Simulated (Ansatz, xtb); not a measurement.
## Relative energy of two isomers of C3H13BSSi

We compare a, `C[S+](C)[BH2-]C[SiH3]`, a singlet, with b, `CC[BH2-][S@+](C)[SiH3]`, a singlet. Both are isolated molecules in the gas phase, relaxed with B3LYP/def2-SVP, each in the lowest conformer that the search found.

a (Å):

```xyz
19

C     0.2206   -1.8425   -1.6490
C     2.3427   -0.1591   -2.3347
C    -0.7044    0.6724    0.7489
B     0.2625    0.9812   -0.5041
S     1.3830   -0.6748   -0.8822
Si   -1.7152    2.1959    1.2120
H     0.7655   -2.7145   -2.0368
H    -0.4723   -2.1645   -0.8601
H    -0.3415   -1.3379   -2.4478
H     1.6724    0.2820   -3.0859
H     2.8906   -1.0183   -2.7455
H     3.0520    0.6031   -1.9859
H    -0.2897    1.1653   -1.5805
H     1.1672    1.7739   -0.2842
H    -1.4359   -0.1329    0.5466
H    -0.1436    0.3780    1.6555
H    -0.8337    3.3415    1.5939
H    -2.5815    2.6422    0.0774
H    -2.6188    1.9214    2.3761
```

b (Å):

```xyz
19

C    -0.3921   -1.6170   -2.3251
C     0.3218   -0.2634   -2.2249
C    -0.6762    1.7661    0.8057
B     1.2253   -0.0162   -0.9215
S    -0.0666    0.0382    0.7564
Si    1.4478    0.0594    2.3416
H    -0.9390   -1.7406   -3.2758
H    -1.1260   -1.7513   -1.5110
H     0.3257   -2.4508   -2.2456
H     1.0273   -0.1630   -3.0744
H    -0.4057    0.5574   -2.3799
H     1.7622    1.0759   -0.8235
H     1.9325   -0.9511   -0.5719
H    -1.2190    1.9492    1.7429
H    -1.3638    1.8732   -0.0437
H     0.1597    2.4685    0.6850
H     2.5144    1.0348    1.9989
H     0.7665    0.4564    3.6054
H     1.9540   -1.3317    2.4252
```

Quicker runs give these differences E(b) − E(a): GFN2-xTB −85.5 kJ/mol; HF/STO-3G −31.9 kJ/mol (at GFN2-xTB geometries); r2SCAN-D4/def2-SVP −19.9 kJ/mol (at GFN2-xTB geometries).

Question: Estimate E(b) − E(a) at the level CCSD(T)/def2-SVP + ΔMP2/def2-TZVPP.

Answer: Calculated at CCSD(T)/def2-SVP + ΔMP2/def2-TZVPP: E(b) − E(a) = −17.0 kJ/mol, so structure b lies lower.

Level by level:

```csv
level,geometry,E(b) − E(a) (kJ/mol),departure from the last row (kJ/mol),"job, with rough time for the two"
GFN2-xTB,GFN2-xTB,−85.5,−68.5,"optimisation, 0.3 s"
HF/STO-3G,GFN2-xTB,−31.9,−14.9,"single point, 0.36 s"
r2SCAN-D4/def2-SVP,GFN2-xTB,−19.9,−2.8,"single point, 3.7 s"
B3LYP/def2-SVP,B3LYP/def2-SVP,−21.9,−4.9,"optimisation, 44 s"
HF/def2-SVP,B3LYP/def2-SVP,−31.2,−14.2,part of the CCSD(T) run
MP2/def2-SVP,B3LYP/def2-SVP,−24.1,−7.1,part of the CCSD(T) run
CCSD(T)/def2-SVP,B3LYP/def2-SVP,−25.5,−8.5,single point
CCSD(T)/def2-SVP + ΔMP2/def2-TZVPP,B3LYP/def2-SVP,−17.0,,"single point, 65 s"
```

As drawn, b has 1 C–C, 1 S–Si in place of 1 C–S, 1 C–Si.

None of the levels shown reverses the order. The largest departure from CCSD(T)/def2-SVP + ΔMP2/def2-TZVPP is that of GFN2-xTB, 68.5 kJ/mol. The last row adds to CCSD(T) the change of the MP2 difference between the two basis sets, here +8.5 kJ/mol.

With thermal terms from frequencies at re-optimised GFN2-xTB minima (ideal gas, soft modes damped towards free rotors, one conformer each, 298.15 K, 1 atm): the zero-point term adds +5.2 kJ/mol; ΔH is −11.8 and ΔG −11.3 kJ/mol.

The correlated steps freeze 14 core orbitals. Mirror images aren't counted in ΔG. Codes used: Ansatz 0.2.0, xtb 6.7.1; the last row on 4 threads of Arm Neoverse V2 on a shared host.

Isomer b is favoured at every level, and the preference survives the thermal terms, with ΔG at −11.3 kJ/mol. Entropy contributes little, as expected for two flexible adducts of the same kind.

The main cause is probably the exchange of bonds: b gains a strong C–C bond and a polar S–Si bond, at the cost of a relatively weak C–S bond and a C–Si bond. The dative bond likely works the other way. Silyl sulfides are generally poorer donors than dialkyl sulfides, and the B–S distance is indeed longer in b, which suggests that weaker donation offsets part of the gain.

Both electron correlation and the larger basis reduce the Hartree–Fock preference for b. The closeness of r2SCAN-D4 to the final value therefore probably owes something to cancellation between functional and basis errors, since CCSD(T) in the same small basis gives −25.5 kJ/mol. The isomer energy alone doesn't show which adduct holds its borane more tightly against dissociation.
